\section*{Magnetic equivalence and the composite particle decomposition}

\subsection*{Conventions and premises}

Energies are in Hz (Hamiltonian divided by $h$) and spin operators are dimensionless, $[I_x,I_y]=iI_z$, $I_\pm=I_x\pm iI_y$. Three premises are used.

(P1) The molecule tumbles rapidly in an isotropic liquid or gas, so that the $N$ spins obey
\begin{equation}
H=\sum_i \nu_i I_{iz}+\sum_{i<j}J_{ij}\,\mathbf I_i\cdot\mathbf I_j ,\qquad \nu_i=-\frac{\gamma_i(1-\sigma_i)B_0}{2\pi},
\label{H}
\end{equation}
with magnetogyric ratio $\gamma_i$, isotropic shielding $\sigma_i$ and field $B_0$ along $z$. No coupling is truncated, so strong coupling and zero field are included.

(P2) Radiofrequency and gradient fields are uniform over a molecule, and the coil detects a $\gamma$-weighted sum of spin components.

(P3) The evolution is coherent; relaxation is discussed under the range of validity.

\emph{Definition.} A set $G$ of $n$ spins of one isotope is magnetically equivalent if $\nu_i=\nu_G$ for all $i\in G$, and if for each spin $k$ outside $G$ the coupling $J_{ik}$ is the same for all $i\in G$. That common value may differ from one $k$ to another, and the couplings inside $G$ are arbitrary. A single spin is a trivial group, so every system is partitioned into groups. The group spin is $\mathbf F_G=\sum_{i\in G}\mathbf I_i$. Equal shifts alone (chemical equivalence) do not suffice. A sufficient geometric test is that for any $i,j\in G$ and any outside $k$ some symmetry operation or fast internal motion carries $i$ into $j$ and leaves $k$ in place.

\subsection*{Statement}

\textbf{Theorem 1 (equivalence).} The Hamiltonian splits as $H=H_0+V$,
\begin{equation}
H_0=\sum_G\nu_GF_{Gz}+\sum_{G<G'}J_{GG'}\,\mathbf F_G\cdot\mathbf F_{G'},\qquad
V=\sum_G V_G,\quad V_G=\sum_{i<j\in G}J_{ij}\,\mathbf I_i\cdot\mathbf I_j ,
\label{split}
\end{equation}
and $V$ commutes with $H_0$, with $H$, with every pulse and with every $F_{G\pm}$. For a given initial density operator the signal after any pulse sequence is independent of the couplings in $V$.

\textbf{Theorem 2 (composite particles).} A group of $n$ spins $1/2$ acts as a set of particles of spin $F=n/2,\,n/2-1,\dots$ down to $0$ or $1/2$, spin $F$ occurring
\begin{equation}
g_n(F)=\binom{n}{n/2-F}-\binom{n}{n/2-F-1}=\frac{2F+1}{n/2+F+1}\binom{n}{n/2-F}
\label{g}
\end{equation}
times, with $\binom{n}{-1}=0$. At high temperature the spectrum is
\begin{equation}
S(\nu)=\sum_{\{F_G\}}\Big[\prod_G g_{n_G}(F_G)\Big]\,S_{\{F_G\}}(\nu),
\label{sum}
\end{equation}
where $S_{\{F_G\}}$ is the spectrum of $H_0$ with each $\mathbf F_G$ replaced by a single spin $F_G$. The line intensities in every subspectrum are the squared matrix elements of the detected operator on one common scale; the subspectra are not separately normalised to unit area.

\subsection*{Proof of Theorem 1}

\emph{Step 1: the splitting.} For two groups $G\ne G'$, equivalence of $G$ makes $J_{ik}$ independent of $i\in G$ and equivalence of $G'$ makes it independent of $k\in G'$, so $J_{ik}=J_{GG'}$. Then $\sum_{i\in G,k\in G'}J_{ik}\mathbf I_i\cdot\mathbf I_k=J_{GG'}\mathbf F_G\cdot\mathbf F_{G'}$ and $\sum_{i\in G}\nu_iI_{iz}=\nu_GF_{Gz}$. What remains of \eqref{H} is $V$.

\emph{Step 2: $V$ commutes with all group spins.} Write $\mathbf I_i\cdot\mathbf I_j=I_{iz}I_{jz}+\tfrac12(I_{i+}I_{j-}+I_{i-}I_{j+})$. From $[I_z,I_\pm]=\pm I_\pm$,
\begin{equation}
[I_{iz}+I_{jz},\,I_{i\pm}I_{j\mp}]=(\pm1\mp1)\,I_{i\pm}I_{j\mp}=0 ,
\end{equation}
and $I_{iz}I_{jz}$ commutes with $I_{iz}+I_{jz}$ trivially. The scalar product and the commutation rules are unchanged by cyclic relabelling of $x,y,z$, so the result holds for each component $\alpha$. The other members of $G$, and all members of other groups, act on different spins. Hence
\begin{equation}
[V_G,F_{G'\alpha}]=0\quad\text{for all }G,G',\alpha,\qquad [V_G,V_{G'}]=0 .
\label{scalar}
\end{equation}
The value of the individual spin quantum number was not used.

\emph{Step 3: $V$ commutes with everything that acts.} $H_0$ is a polynomial in the $F_{G\alpha}$, so $[V,H_0]=0$ and $[V,H]=[V,H_0]+[V,V]=0$. By (P2) an applied field couples to all members of a group with the same coefficient, giving $H_1(t)=\sum_{G,\alpha}b_{G\alpha}(t)F_{G\alpha}$, and the detected operator $D$ is a linear combination of the $F_{G\alpha}$, at high field the sum of $F_{G+}$ over the groups of the observed isotope. Both commute with $V$ by \eqref{scalar}.

\emph{Step 4: $V$ leaves the signal.} Let $U_0$ solve $\dot U_0=-2\pi i\,[H_0+H_1(t)]U_0$ with $U_0(0)=1$, and set $U=e^{-2\pi iVt}U_0$. Differentiation gives $\dot U=-2\pi iVU-2\pi i\,e^{-2\pi iVt}(H_0+H_1)U_0$, and by Step 3 the exponential passes through $H_0+H_1$, so $\dot U=-2\pi i(H+H_1)U$: $U$ is the full propagator. The signal is
\begin{equation}
s(t)=\mathrm{Tr}\{D\,U\rho(0)U^\dagger\}
=\mathrm{Tr}\{U_0^\dagger e^{2\pi iVt}De^{-2\pi iVt}U_0\,\rho(0)\}
=\mathrm{Tr}\{U_0^\dagger DU_0\,\rho(0)\},
\label{signal}
\end{equation}
by cyclic invariance of the trace and $[V,D]=0$. No property of $\rho(0)$ was needed, which proves the theorem.

The same fact appears as a selection rule. Common eigenstates $|a\rangle$ of $H_0$ and $V$ have energies $E_a=E_a^0+v_a$. The matrix element of $[V,D]=0$ reads $(v_a-v_b)\langle a|D|b\rangle=0$, so a line has intensity only if $v_a=v_b$, and then $E_a-E_b=E_a^0-E_b^0$. The couplings shift levels, but both levels of every allowed line by the same amount.

\subsection*{Proof of Theorem 2}

\emph{Step 5: multiplets.} The components of $\mathbf F\equiv\mathbf F_G$ obey angular momentum commutation rules, so the $2^n$-dimensional space of the group is a direct sum of multiplets. For each $F$ choose an orthonormal basis $|F,F,\lambda\rangle$, $\lambda=1,\dots,g_n(F)$, of the states with $F_z=F$ that $F_+$ annihilates, and lower them:
\begin{equation}
F_-|F,m,\lambda\rangle=\sqrt{F(F+1)-m(m-1)}\;|F,m-1,\lambda\rangle .
\label{ladder}
\end{equation}
In this basis every $F_\alpha$ is diagonal in $F$ and $\lambda$, and its elements are those of a single spin $F$, whatever $\lambda$.

\emph{Step 6: counting.} A product state with $k$ spins down has $m=n/2-k$, so the eigenvalue $m$ occurs $d(m)=\binom{n}{n/2-m}$ times. A multiplet $F$ supplies one state at each $m$ with $|m|\le F$, so
\begin{equation}
d(m)=\sum_{F\ge|m|}g_n(F),
\label{count}
\end{equation}
and subtraction gives $g_n(F)=d(F)-d(F+1)$, the first form of \eqref{g}. With $k=n/2-F$, the identity $\binom{n}{k-1}=\binom nk\,k/(n-k+1)$ yields $g_n=\binom nk(n-2k+1)/(n-k+1)$, the second form. For $n=2$ the multiplicities of $F=1,0$ are $1,1$; for $n=3$ those of $F=3/2,1/2$ are $1,2$; for $n=4$ those of $F=2,1,0$ are $1,3,2$.

\emph{Step 7: action of $V_G$.} Because $V_G$ commutes with $F_z$ and $F_+$, it maps the states $|F,F,\lambda\rangle$ into combinations of themselves with a Hermitian matrix $v^{(F)}_{\lambda'\lambda}$. Because it commutes with $F_-$, Eq.~\eqref{ladder} carries the same matrix to every $m$. Choosing the $\lambda$ basis to diagonalise $v^{(F)}$,
\begin{equation}
V_G|F,m,\lambda\rangle=v_{F\lambda}|F,m,\lambda\rangle .
\end{equation}
If all couplings in the group equal $J_G$, squaring $\mathbf F$ gives $v_F=\tfrac12J_G[F(F+1)-3n/4]$, which for a pair is $J_G/4$ (triplet) and $-3J_G/4$ (singlet).

\emph{Step 8: block form.} In the product of such bases over all groups, $H_0$, $H_1$ and $D$ are diagonal in all $F_G$ and $\lambda_G$ and independent of the $\lambda_G$ (Step 5), and $V$ is the constant $\sum_Gv_{F_G\lambda_G}$ in each block (Step 7). For given $\{F_G\}$ there are $\prod_Gg_{n_G}(F_G)$ blocks that differ only by this constant.

\emph{Step 9: weights.} Since $[V,H_0]=0$, the equilibrium operator factorises exactly, $e^{-hH/k_BT}=e^{-hV/k_BT}e^{-hH_0/k_BT}$. The trace \eqref{signal} becomes a sum over blocks, and the blocks of given $\{F_G\}$ contribute identical terms with total weight $\prod_G\sum_\lambda e^{-hv_{F_G\lambda}/k_BT}$. For $h|J|\ll k_BT$ each exponential is unity, which gives \eqref{sum}.

For the intensity scale take $N$ spins $1/2$, $D=F_+$ of the observed isotope and, after a $90^\circ$ pulse, $\rho(0)=2^{-N}(1+\kappa F_x)$ with $\kappa$ proportional to the polarisation. $H$ conserves the total $z$ component, so wherever $\langle a|F_+|b\rangle\neq0$ one has $\langle b|F_x|a\rangle=\tfrac12\langle a|F_+|b\rangle^*$; also $\mathrm{Tr}F_+=0$. Therefore
\begin{equation}
s(t)=\frac{\kappa}{2^{N+1}}\sum_{a,b}|\langle a|F_+|b\rangle|^2e^{2\pi i(E_a-E_b)t}.
\label{lines}
\end{equation}
Intensities below are $|\langle a|F_+|b\rangle|^2$ and positions are $E_a-E_b$. One multiplet carries $\mathrm{Tr}F_-F_+=\tfrac23F(F+1)(2F+1)$, while the product basis gives $n2^{n-1}$ for the group. The decomposition thus obeys two sum rules,
\begin{equation}
\sum_Fg_n(F)(2F+1)=2^n,\qquad \tfrac23\sum_Fg_n(F)F(F+1)(2F+1)=n2^{n-1}.
\end{equation}

\emph{Corollary.} For a group X$_n$ weakly coupled to an observed group A, each composite spin $F_X$ gives $2F_X+1$ equal lines at $\nu_A+J_{AX}m_X$. By \eqref{count} the weights add to $\binom{n}{n/2-m_X}$, the binomial multiplet.

\subsection*{Necessity of the condition for a pair}

For two spins 1 and 2 with arbitrary parameters, the part of \eqref{H} that is odd under their exchange is $\tfrac12(\mathbf I_1-\mathbf I_2)\cdot\mathbf W$, with $\mathbf W=(\nu_1-\nu_2)\mathbf e_z+\sum_k(J_{1k}-J_{2k})\mathbf I_k$; the even part contains only $\mathbf I_1+\mathbf I_2$ and $\mathbf I_1\cdot\mathbf I_2$. From $[I_x,I_z]=-iI_y$ and $[I_y,I_z]=iI_x$ follows $[\mathbf I_1\cdot\mathbf I_2,I_{1z}]=i(I_{1x}I_{2y}-I_{1y}I_{2x})$, and by Step 2 the commutator with $I_{2z}$ is its negative. Hence
\begin{equation}
[J_{12}\mathbf I_1\cdot\mathbf I_2,\,H]=iJ_{12}\,(\mathbf I_1\times\mathbf I_2)\cdot\mathbf W .
\end{equation}
The unit operator and the $I_{k\alpha}$ are linearly independent, so for $J_{12}\ne0$ this vanishes only if $\nu_1=\nu_2$ and $J_{1k}=J_{2k}$ for all $k$.

\subsection*{A$_2$X$_2$ and AA$'$XX$'$}

Both CH$_2$F$_2$ and CH$_2$=CF$_2$ have $C_{2v}$ symmetry and, with spinless $^{12}$C, two protons A (spins $\mathbf I_1,\mathbf I_2$) and two $^{19}$F nuclei X ($\mathbf S_1,\mathbf S_2$). In CH$_2$F$_2$ the FCF mirror plane exchanges the protons and fixes both fluorines, and the HCH plane does the converse; all four H--F couplings are equal. In planar CH$_2$=CF$_2$ the molecular plane fixes all nuclei, and the other plane and the $C_2$ axis exchange both pairs together. A given fluorine is trans to one proton (coupling $J$) and cis to the other ($J'$).

At high field the heteronuclear flip-flop terms are dropped; their size is given below. Number the spins so that $I_1,S_1$ and $I_2,S_2$ are coupled by $J$, and define $N_J=J+J'$, $L=J-J'$, $K=J_A+J_X$, $M=J_A-J_X$, with $J_A=J_{\rm HH}$, $J_X=J_{\rm FF}$. Comparison of the coefficients of $I_{1z}S_{1z}$ and $I_{1z}S_{2z}$ confirms
\begin{equation}
H=\nu_AF_{Az}+\nu_XF_{Xz}+J_A\mathbf I_1\!\cdot\!\mathbf I_2+J_X\mathbf S_1\!\cdot\!\mathbf S_2+\tfrac12N_JF_{Az}F_{Xz}+\tfrac12L\,\Delta_A\Delta_X ,
\label{aaxx}
\end{equation}
with $\Delta_A=I_{1z}-I_{2z}$ and $\Delta_X=S_{1z}-S_{2z}$. Only the last term is not built from group spins and internal couplings.

\emph{A$_2$X$_2$, $L=0$, $N_J/2=J$.} The blocks $(F_A,F_X)=(1,1),(1,0),(0,1),(0,0)$ all have weight one. In $(1,1)$ the A lines lie at $\nu_A+Jm_X$, $m_X=0,\pm1$, each made of two transitions with $|\langle F_+\rangle|^2=2$, intensity 4. Block $(1,0)$ gives one line at $\nu_A$ with intensity 4, and $F_A=0$ gives none. The sum is a triplet $4:8:4$ with total intensity 16.

\emph{AA$'$XX$'$, $L\neq0$.} With $T_0,S=(\alpha\beta\pm\beta\alpha)/\sqrt2$, $T_+=\alpha\alpha$, $T_-=\beta\beta$, one finds $\Delta T_0=S$, $\Delta S=T_0$, $\Delta T_\pm=0$. The $L$ term therefore acts only where $m_A=m_X=0$, in two $2\times2$ blocks (A state first):
\begin{equation}
\{T_0T_0,SS\}:\ -\frac K4+\frac12\begin{pmatrix}K&L\\L&-K\end{pmatrix},\qquad
\{T_0S,ST_0\}:\ -\frac K4+\frac12\begin{pmatrix}M&L\\L&-M\end{pmatrix}.
\end{equation}
The diagonal entries follow from $J_G/4$ and $-3J_G/4$; for example $T_0S$ has $J_A/4-3J_X/4=-K/4+M/2$. With $Q$ standing for $K$ or $M$ and $R_Q=\sqrt{Q^2+L^2}$, the eigenvalues are $-K/4\pm R_Q/2$, and the squared amplitude of the first basis state in them is $\tfrac12(1\pm Q/R_Q)$.

For $m_X=\pm1$ the $L$ term vanishes and the A lines lie at $\nu_A\pm N_J/2$ with intensity 4 each. For $m_X=0$, $F_{A\pm}$ takes $T_0$ to $\sqrt2\,T_\pm$ and annihilates the A singlet, so only the first basis state of each block connects to $T_\pm T_0$ or $T_\pm S$, whose energies are $\pm\nu_A-K/4+Q/2$. The transitions to $T_+$ lie at $\nu_A+\tfrac12(Q\mp R_Q)$ and those from $T_-$ at $\nu_A-\tfrac12(Q\mp R_Q)$, with intensity $1\pm Q/R_Q$. Each block gives a symmetric quartet,
\begin{equation}
\nu-\nu_A=\pm\tfrac12(R_Q-|Q|):\ 1+\frac{|Q|}{R_Q},\qquad
\nu-\nu_A=\pm\tfrac12(R_Q+|Q|):\ 1-\frac{|Q|}{R_Q}.
\label{quartet}
\end{equation}
There are ten lines of total intensity 16. Exchange of A and X sends $M\to-M$, so the X multiplet is the same. The spectrum fixes $|N_J|,|L|,|K|,|M|$, does not tell which quartet belongs to $K$, and so yields neither the relative sign of $J_A$ and $J_X$ nor their assignment. As $L\to0$ the four inner lines merge at $\nu_A$ with intensity 8 and the outer ones vanish, as Theorem 1 demands.

\subsection*{Range of validity}

\emph{Field.} The theorems hold at any $B_0$. At zero field A$_2$X$_2$ has $H_0=J\mathbf F_A\cdot\mathbf F_X$; in block $(1,1)$ the total spins $0,1,2$ have energies $-2J,-J,+J$, a vector operator changes the total spin by at most one, and the lines lie at $|J|$ and $2|J|$, free of $J_A$ and $J_X$. Only the truncation in \eqref{aaxx} needs $|J|\ll|\delta|$, $\delta=\nu_A-\nu_X$. For A$_2$X$_2$ the dropped term $\tfrac12J(F_{A+}F_{X-}+F_{A-}F_{X+})$ gives in second order
\begin{equation}
E^{(2)}=\frac{J^2}{2\delta}\Big\{m_A[F_X(F_X+1)-m_X^2]-m_X[F_A(F_A+1)-m_A^2]\Big\},
\label{second}
\end{equation}
from $F_\pm F_\mp=\mathbf F^2-F_z^2\pm F_z$ and denominators $\pm\delta$. The central line of block $(1,1)$ moves by $J^2/\delta$, the largest shift in the multiplet, and that of $(1,0)$ stays.

\emph{Temperature.} Frequencies are exact at any $T$. The weights depart from $g_n(F)$ by a fraction of order $h|J|/k_BT$, which is $1.6\times10^{-11}$ for 100 Hz at 300 K. For states prepared out of equilibrium, such as singlet order, Theorem 1 stands but the weights are the prepared block populations.

\emph{Oriented phases.} A residual dipolar term $d(3I_{1z}I_{2z}-\mathbf I_1\cdot\mathbf I_2)=\tfrac12d(3F_z^2-\mathbf F^2)$ within a pair does not commute with $F_+$. It places $T_\pm$ at $d/2$ and $T_0$ at $-d$ and splits the line by $3d$. Being a function of the group spin it still commutes with $V$, so the isotropic $J$ stays hidden if the dipolar couplings to each outside spin are also equal. In larger groups with unequal internal dipolar couplings $V$ generally becomes observable.

\emph{Relaxation.} Fluctuating fields differ from member to member; they move population between blocks and give the subspectra different widths. If the exchange of a pair alone is a molecular symmetry, the averaged relaxation operator keeps the density operator exchange-symmetric, and $J$ enters only through the arguments of spectral densities, by $2\pi J\tau_c=6.3\times10^{-10}$ for 100 Hz and a typical correlation time of 1 ps.

\emph{Isotopes and motion.} The central $^{13}$C of $^{13}$CH$_2$F$_2$ couples equally to both members of each pair, so its satellites do not show $J_{\rm HH}$ or $J_{\rm FF}$; in CHDF$_2$ the pair of hydrogens is no longer a group and $J_{\rm HD}$ appears. Equivalence by internal motion requires a rate far above $2\pi$ times the differences being averaged.

\emph{Apparent equivalence.} For $|L|\ll|Q|$, Eq.~\eqref{quartet} puts the inner lines at $\pm L^2/4|Q|$ and gives the outer ones intensity $L^2/2Q^2$. If $L^2/2|K|$ and $L^2/2|M|$ are below the linewidth, an AA$'$XX$'$ system shows a triplet whose spacing is only the mean coupling $N_J/2$.

\subsection*{Numerical illustration}

The inputs are approximate, typical couplings, rounded to 1 Hz: $J=50$ Hz for CH$_2$F$_2$, a gas used in plasma etching, and $J=34$, $J'=1$, $J_A=-5$, $J_X=36$ Hz for CH$_2$=CF$_2$. Take a proton frequency of 400 MHz and $\gamma_F/\gamma_H\approx0.941$, so that $|\nu_X|=376.4$ MHz and $|\delta|=23.6$ MHz.

For CH$_2$F$_2$ the model gives lines at $0$ and $\pm50$ Hz from the centre in both the $^1$H and the $^{19}$F spectrum, with intensities $4:8:4$, for any $J_{\rm HH}$ and $J_{\rm FF}$. The largest shift from \eqref{second} is $1.1\times10^{-4}$ Hz in magnitude. At zero field the lines lie at 50 and 100 Hz.

For CH$_2$=CF$_2$, $N_J=35$, $L=33$, $K=31$, $M=-41$ Hz, so $R_K=45.3$ Hz and $R_M=52.6$ Hz. The dropped flip-flop terms are of order $J^2/|\delta|=4.9\times10^{-5}$ Hz. The model's multiplet is
\begin{center}
\begin{tabular}{lccc}
lines & $\nu-\nu_A$ (Hz) & intensity of each & $\partial|\nu-\nu_A|/\partial J_X$\\ \hline
$M$ inner & $\pm5.8$ & 1.78 & $-0.11$\\
$K$ inner & $\pm7.1$ & 1.68 & $-0.16$\\
$N_J$ doublet & $\pm17.5$ & 4 & 0\\
$K$ outer & $\pm38.1$ & 0.32 & 0.84\\
$M$ outer & $\pm46.8$ & 0.22 & 0.89\\
\end{tabular}
\end{center}
Half of the intensity lies in the doublet, where an A$_2$X$_2$ system with coupling $N_J/2$ would have its outer lines; the central line of that system is replaced by eight lines and the centre is empty. Outer minus inner position returns $|K|=31$ Hz and $|M|=41$ Hz, whose half sum and half difference, 36 and 5 Hz, are the magnitudes of the two homonuclear couplings. With the same $K$ and $M$ and an assumed linewidth of 0.5 Hz, the inner lines would merge only for $|L|$ below about 5.6 Hz, set by the smaller of $|K|$ and $|M|$; the outer $K$ lines would then have intensity 0.016 or less. These positions are the model's: they follow from inputs chosen as typical of the two molecules, and they move with the couplings, which depend somewhat on solvent and phase. The last column of the table holds the contrast: $J_{\rm FF}$ displaces eight of the ten lines of CH$_2$=CF$_2$, while for CH$_2$F$_2$ the corresponding derivative is zero for every line.